**Margin comments on capture-limited gain compression: a worked problem for a p-modulation-doped InAs/GaAs dot laser**

## Statement

A ridge laser emits at $\lambda=1.3\ \mu$m at $T=300$ K. All inputs are assumed values typical of such devices unless a source is named.

- Active region: $n_l=8$ dot layers with $5\times10^{10}$ dots/cm² each, hence $N_D=1.0\times10^{11}$ cm⁻² ground-state electron levels per layer (two spins). All dots share one occupation $\rho$.
- Mode: group index 3.6, effective vertical width $d=0.40\ \mu$m, ridge width $2\ \mu$m, internal loss $\alpha_i=5$ cm⁻¹, facets $R_1=0.32$, $R_2=0.95$.
- Gain: modal gain $G=G_m(\rho+f_h-1)$ with $G_m=50$ cm⁻¹. The doping holds the hole ground-state occupation at $f_h=0.80$. The dots have five hole shells, spaced by 10 meV, with orbital degeneracies 1 to 5.
- Capture: reservoir electrons of sheet density $N$ fill an empty level at the rate $CN$, $C=1.5$ cm²/s, and a filled level empties at the rate $1/\tau_e$.
- Reservoir: a two-dimensional band a distance $\Delta$ above the dot level, with the GaAs electron mass $0.067\,m_e$ (compiled value at 0 K, Vurgaftman 2001). Case A: $\Delta=70$ meV, an effective value that lumps the excited electron shells with the wetting layer. Case B: $\Delta=150$ meV, direct capture from the wetting layer.

Find (a) $G(N,S)$, the compression factor $\varepsilon$ and the differential gain, (b) the $K$ factor against total loss $\alpha$ and its minimum, (c) how well the adiabatic result holds at the optimum loss, near threshold and at $S=4.0\times10^{15}$ cm⁻³.

Conventions: $S$ is the photon density at the dot layers, uniform along the cavity; $\omega_R=2\pi f_R$; the damping rate is $\gamma=Kf_R^2+\gamma_0$; the 3 dB point is $|H|^2=1/2$.

## Solution

**1. Sheet units remove the confinement factor.** The mode holds $Sd$ photons per unit area and each layer feeds a slice $\ell=d/n_l=50$ nm of it. With the cross-section $\sigma$ per level, $G_m=\sigma N_D/\ell$, so $\sigma=2.5\times10^{-15}$ cm². The group velocity is $v_g=8.33\times10^{9}$ cm/s and $v_g\sigma=2.08\times10^{-5}$ cm³/s. Write the inversion as $b\rho-q$:

$$\dot N=J-N_D\left[CN(1-\rho)-\rho/\tau_e\right]$$
$$\dot\rho=CN(1-\rho)-\rho/\tau_e-v_g\sigma(b\rho-q)S$$
$$\dot S=v_g\left[G_m(b\rho-q)-\alpha\right]S,\qquad \tau_p=1/(v_g\alpha)$$

$J$ is the injected flux per layer. Spontaneous recombination is left out and sized in comment 9.

**2. The factor 2 belongs to the exciton picture.** If electron and hole occupations are locked together, the inversion is $2\rho-1$, so $b=2$, $q=1$. If a large hole population pins $f_h$, a stimulated event lowers only the electron occupation, and $b=1$, $q=1-f_h=0.20$. The given shells test the pinning. With Fermi occupations $f_n$ and $f_0=0.80$, a dot holds $2\sum_{n=0}^{4}(n+1)f_n=17.5$ holes. One extra hole is shared in proportion to $(n+1)f_n(1-f_n)$, and
$$M=\frac{\sum_n (n+1)f_n(1-f_n)}{f_0(1-f_0)}=21.7 .$$
Neutrality then gives $\delta f_h=\delta\rho/M=0.046\,\delta\rho$ for electrons added to the ground state. So $b=1$ is the suitable limit here, and the saturated gain is $G_s=G_m(b-q)=40$ cm⁻¹.

**3. Escape is fixed by capture.** Without light, $\rho/(1-\rho)=CN\tau_e$ must equal the Fermi ratio $e^{(\mu-E_d)/k_BT}$, while a nondegenerate reservoir has $N=N_c\,e^{(\mu-E_d-\Delta)/k_BT}$ with $N_c=mk_BT/\pi\hbar^2=7.24\times10^{11}$ cm⁻². Hence
$$1/\tau_e=CN_c\,e^{-\Delta/k_BT},$$
which gives $\tau_e=13.8$ ps (A) and 305 ps (B). Both values of $\Delta$ fit the energy budget: the photon energy is 0.954 eV, which is 0.47 eV below the GaAs gap of 1.42 eV (compiled value at 300 K, Wing 2021), and that interval is shared by $\Delta$, the hole binding and the offset of the reservoir below GaAs.

**4. Part (a): eliminating the dot.** Setting $\dot\rho=0$ gives, with $1/\tau_0=CN+1/\tau_e$ and $\rho_{eq}=CN\tau_0$,
$$\rho=\frac{CN+q\,v_g\sigma S}{1/\tau_0+b\,v_g\sigma S},\qquad G=G_m\,\frac{b\rho_{eq}-q}{1+\varepsilon S},\qquad \varepsilon=b\,v_g\sigma\,\tau_0 .$$
For excitons this is $G_m(2\rho_{eq}-1)/(1+\varepsilon S)$ with $\varepsilon=2v_g\sigma\tau_0$. The form is that of a saturated two-level line whose recovery time is $\tau_0$, the relaxation time of $\rho$ at fixed $N$. Capture and escape both shorten it, since both drive $\rho$ towards $\rho_{eq}$.

This $\varepsilon$ is no material constant, because $\tau_0$ depends on $N$. The derivative with respect to $N$ must act on the denominator too, and the result then contains the actual occupation $\rho$ in place of $\rho_{eq}$:
$$a=\frac{\partial G}{\partial N}\bigg|_S=\frac{bG_mC\tau_0(1-\rho)}{1+\varepsilon S}=\frac{C\tau_0\,(G_s-\alpha)}{1+\varepsilon S},\qquad \frac{\partial G}{\partial S}\bigg|_N=-\frac{\varepsilon\,\alpha}{1+\varepsilon S}.$$
The last forms use the lasing condition $G=\alpha$, which clamps $\rho$. With $x=\alpha/G_s$, $1-\rho=(b-q)(1-x)/b$. The differential gain vanishes as the threshold gain approaches $G_s$. At threshold $\tau_0=\tau_e(1-\rho)$, so there $a\propto(1-x)^2$ and $\varepsilon\propto(1-x)$: the compression factor itself falls towards saturation, and only the ratio $\varepsilon/a$ grows.

For $\alpha=15$ cm⁻¹ the clamp is $\rho=0.50$, and at threshold ($S\to0$):

| | A | B |
|---|---|---|
| $\tau_0$ (ps) | 6.91 | 153 |
| $N$ ($10^{10}$ cm⁻²) | 4.83 | 0.219 |
| $\varepsilon$ ($10^{-16}$ cm³) | 1.44 | 31.8 |
| $a$ ($10^{-10}$ cm) | 2.59 | 57.2 |

The unit of $a$ is cm⁻¹ per cm⁻².

**5. Part (b): $\tau_0$ drops out of $K$.** With $\rho$ slaved, $\dot N=J-\ell v_gGS$. Linearising this with the photon equation, and dropping the product of $\partial G/\partial S$ terms that cancels in the determinant, gives $\omega_R^2=\ell v_g aS/\tau_p$ and $\gamma=\ell v_g aS+v_gS|\partial G/\partial S|$. Therefore
$$K=4\pi^2\left[\tau_p+\frac{\varepsilon}{\ell v_g a(1+\varepsilon S)}\right]=4\pi^2(\tau_p+\tau_c),\qquad \tau_c=\frac{1}{CN_D(1-\rho)} .$$
The second term is the time a reservoir electron needs to find an empty level, which differs from the time $1/CN$ that an empty level waits for an electron. It contains neither $\tau_e$ nor $S$, so cases A and B, whose $\varepsilon$ differ by a factor of 22, have the same adiabatic $K$.

In terms of $x$,
$$\frac{K}{4\pi^2}=\frac{\tau_g}{x}+\frac{\tau_1}{1-x},\qquad \tau_g=\frac{1}{v_gG_s}=3.00\ \text{ps},\qquad \tau_1=\frac{b}{(b-q)CN_D}=8.33\ \text{ps}.$$
More loss shortens the photon lifetime and also fills the dots. The derivative vanishes where $\tau_g/x^2=\tau_1/(1-x)^2$:
$$x^*=\frac{\sqrt{\tau_g}}{\sqrt{\tau_g}+\sqrt{\tau_1}}=0.375,\qquad K_{min}=4\pi^2\left(\sqrt{\tau_g}+\sqrt{\tau_1}\right)^2=0.842\ \text{ns}.$$
The optimum loss is 15.0 cm⁻¹. The cavity length follows from $\alpha=\alpha_i+\ln(1/R_1R_2)/2L$.

| $\alpha$ (cm⁻¹) | $L$ (µm) | $\tau_p$ (ps) | $\tau_c$ (ps) | $K$ (ns) |
|---|---|---|---|---|
| 10 | 1191 | 12.0 | 11.1 | 0.913 |
| 15 | 595 | 8.01 | 13.3 | 0.842 |
| 20 | 397 | 6.00 | 16.7 | 0.895 |
| 30 | 238 | 4.00 | 33.3 | 1.47 |
| 35 | 198 | 3.43 | 66.7 | 2.77 |

The minimum is flat between 10 and 20 cm⁻¹ and steep on the short-cavity side. A two-pole response with $\gamma=Kf_R^2$ has its largest bandwidth where $\gamma^2=2\omega_R^2$, namely $f_K=2\pi\sqrt2/K=10.5$ GHz at the optimum.

What the doping does is visible in the formula. With pinned holes both $\tau_g$ and $\tau_1$ scale as $1/f_h$, so $x^*$ is unchanged and $K_{min}\propto1/f_h$; at $f_h=0.50$ it would be 1.35 ns. The exciton values $b=2$, $q=1$ with the same $G_m$ and $C$ give 1.07 ns, which is 27 % above the pinned-hole result. Absorption by the extra holes raises $\alpha_i$, which leaves $K_{min}$ alone as long as $\alpha_i$ stays below the optimum loss and is paid for in mirror loss and output power.

**6. Part (c): the dots store charge.** Comment 5 set $\dot\rho=0$ in the balance of carriers as well, which ignores $N_D\dot\rho$ beside $\dot N$. The three equations can be linearised without that step. With the Laplace variable $p$ and the stimulated rate $w=b\,v_g\sigma S$ (so $w\tau_0=\varepsilon S$), the response of $S$ to $J$, normalised to 1 at $p=0$, is $H=a_0/D(p)$ with
$$D=p^3+a_2p^2+a_1p+a_0,\quad a_2=\frac1{\tau_c}+\frac1{\tau_0}+w,\quad a_1=w\left(\frac1{\tau_c}+\frac1{\tau_p}\right),\quad a_0=\frac{w}{\tau_c\tau_p}.$$
Two facts follow. First, $a_1/a_0=\tau_p+\tau_c$, so $K/4\pi^2$ of comment 5 is exactly the low-frequency group delay of the full model. Second, dropping $p^3$ gives
$$\omega_R^2=\frac{a_0}{a_2}=\frac{1}{\tau_c\tau_p}\,\frac{\varepsilon S}{1+\varepsilon S+\tau_0/\tau_c},$$
whereas comment 5 gives the same expression without $\tau_0/\tau_c$. That ratio equals $N_D\,\partial\rho/\partial N$ at $S\to0$, the charge put into the dots per unit charge put into the reservoir. Slaving $\rho$ to $N$ therefore needs $\tau_0\ll\tau_c$, in addition to $\omega\tau_0\ll1$. At threshold $\tau_0/\tau_c=0.518$ in A and 11.4 in B: marginal in A, and reversed in B, where the reservoir is the fast variable.

**7. The damping of the resonance is smaller than the group delay suggests.** Factor $D=(p+\kappa)(p^2+\gamma'p+\omega'^2)$. Then $a_0=\kappa\omega'^2$ and $a_1=\omega'^2+\kappa\gamma'$, so exactly
$$K'=4\pi^2\frac{\gamma'}{\omega'^2}=4\pi^2\left(\tau_p+\tau_c-\frac1\kappa\right).$$
The delay $\tau_c$ is split between compression, which damps the resonance, and a real pole $\kappa$, which rolls the response off. A fit that allows for a separate low-pass pole returns $K'$. Near threshold $D\to p^2(p+1/\tau_c+1/\tau_0)$, and
$$K'\to4\pi^2\left(\tau_p+\frac{\tau_c}{1+\tau_0/\tau_c}\right)=0.663\ \text{ns (A)},\quad 0.358\ \text{ns (B)},$$
which is 21 % and 57 % below the adiabatic 0.842 ns. The minimum against loss survives. At threshold $\tau_0/\tau_c=CN_D\tau_e(1-\rho)^2$ vanishes as $x\to1$, so $K'$ diverges there like $\tau_c$. Minimising the threshold $K'$ numerically gives 0.662 ns at 14.5 cm⁻¹ (A) and 0.316 ns at 20.3 cm⁻¹ (B). A deep dot tolerates a shorter cavity than the adiabatic optimum indicates.

**8. At working bias.** For $\alpha=15$ cm⁻¹ and $S=4.0\times10^{15}$ cm⁻³, $w=83.3$ ns⁻¹. The cavity holds $1.91\times10^{6}$ photons; losing them every $\tau_p$ takes 38.1 mA of stimulated current, and the mirror share $10/15$ of it gives 24.2 mW. The steady state of the dot equation at clamped $\rho$ fixes the reservoir:
$$\frac1{\tau_0}=\frac{1/\tau_e+w(b\rho-q)/b}{1-\rho},\qquad \frac1{\tau_0}+w=\frac{1}{\tau_e(1-\rho)}+\frac{w}{1-x}.$$
So $N$ is not clamped above threshold. It rises to supply the stimulated rate, and $\varepsilon$ falls.

| | A | B |
|---|---|---|
| $\tau_0$ (ps) | 5.14 | 17.7 |
| $N$ ($10^{10}$ cm⁻²) | 8.16 | 3.55 |
| $\varepsilon$ ($10^{-16}$ cm³) | 1.07 | 3.68 |
| $\varepsilon S$ | 0.428 | 1.47 |
| $\tau_0/\tau_c$ | 0.385 | 1.33 |
| $f_R$, comment 5 (GHz) | 8.43 | 11.9 |
| $f_R=\sqrt{a_0/a_2}/2\pi$ (GHz) | 7.48 | 9.59 |
| $\omega'/2\pi$, cubic (GHz) | 8.02 | 12.1 |
| $\kappa/2\pi$ (GHz) | 48.9 | 21.3 |
| $K'$ (ns) | 0.714 | 0.548 |
| $f_{3dB}$, $p^3$ dropped (GHz) | 9.50 | 10.5 |
| $f_{3dB}$, cubic (GHz) | 10.5 | 13.5 |

The last row solves $(a_0-a_2\omega^2)^2+\omega^2(a_1-\omega^2)^2=2a_0^2$. The $p^3$ term subtracts from the damping term $a_1$, so the full model is faster than its two-pole truncation, and in B it exceeds $f_K$ by 28 %. The quantity $f_K$ bounds the two-pole model only. The closeness of the cubic value for A to $f_K$ is particular to this bias.

The second identity above also shows that $\omega_R^2=a_0/a_2$ saturates at $(1-x)/\tau_c\tau_p$ for large $w$. The condition $\gamma^2=2\omega_R^2$ can be met only if $(1-x)(\tau_p+\tau_c)^2/\tau_c\tau_p>2$. At the optimum loss the left side equals $1/x^*=2.67$, so it can be met here; for $\tau_1<\tau_g$ it cannot. As $w\to\infty$ the $p^3$ term loses its weight and both cases tend to $f_{3dB}=10.3$ GHz.

**9. Sizes of what was left out.**

- Spontaneous recombination in the dot, $\rho f_h/\tau_r$ with a typical $\tau_r=1$ ns, adds a $\gamma_0$ below $f_h/\tau_r=0.8$ ns⁻¹, against $\gamma'=45.9$ ns⁻¹ (A) and 80.8 ns⁻¹ (B) at working bias. It raises the threshold $N$ by the fraction $f_h\tau_e/\tau_r$, which is 0.011 in A but 0.24 in B, so the threshold column for B is good to one figure.
- Reservoir degeneracy: the largest $N/N_c$ is 0.11, so detailed balance in Boltzmann form is good to roughly ten per cent. This affects $\tau_e$ and leaves the adiabatic $K$ unchanged.
- Hole pinning: electrons added to the reservoir bring holes too. Near threshold in A the total added charge is $1+\tau_c/\tau_0$ times that in the ground state, and $\delta f_h/\delta\rho$ rises from 0.046 to 0.14.
- Inhomogeneous broadening rivals the whole effect. If only a fraction $\phi$ of the levels is resonant, with cross-section $\sigma/\phi$, then $G_m$ and the clamp on $\rho$ are unchanged while $\tau_c\to\tau_c/\phi$. For $\phi=1/2$ and the same $C$, $K_{min}$ becomes 1.3 ns. The non-resonant levels enlarge the reservoir capacity, and with it $\tau_c$, by a further factor $1+C(1-\phi)N_D\tau_0^2/\tau_e$, whose second term is 0.14 at the working $\tau_0$ of case A. The given $C$ is thus an effective coefficient, and a $K$ factor determines only the product $\phi C$.

Third figures above serve to compare approximations within the model; for a device two figures at most are supported.

**10. Result.** The model's gain is $G=G_m(\rho_{eq}+f_h-1)/(1+\varepsilon S)$ with $\varepsilon=v_g\sigma\tau_0$, half the exciton expression at equal $\tau_0$. Its adiabatic $K=4\pi^2(\tau_p+\tau_c)$ has a minimum of 0.84 ns at $\alpha=15$ cm⁻¹, a cavity of about 0.6 mm, and the resonance itself shows 0.66 to 0.71 ns in case A. The inputs $C$ and $G_m$ were chosen so that these numbers fall in the range typical of 1.3 µm dot lasers, $K$ somewhat below or near 1 ns and bandwidths near 10 GHz, so they test nothing about the material; the threshold $K'$ of case B lies below that typical range by a factor of two to three, because direct capture into deep dots turns most of $\tau_c$ into a separate pole.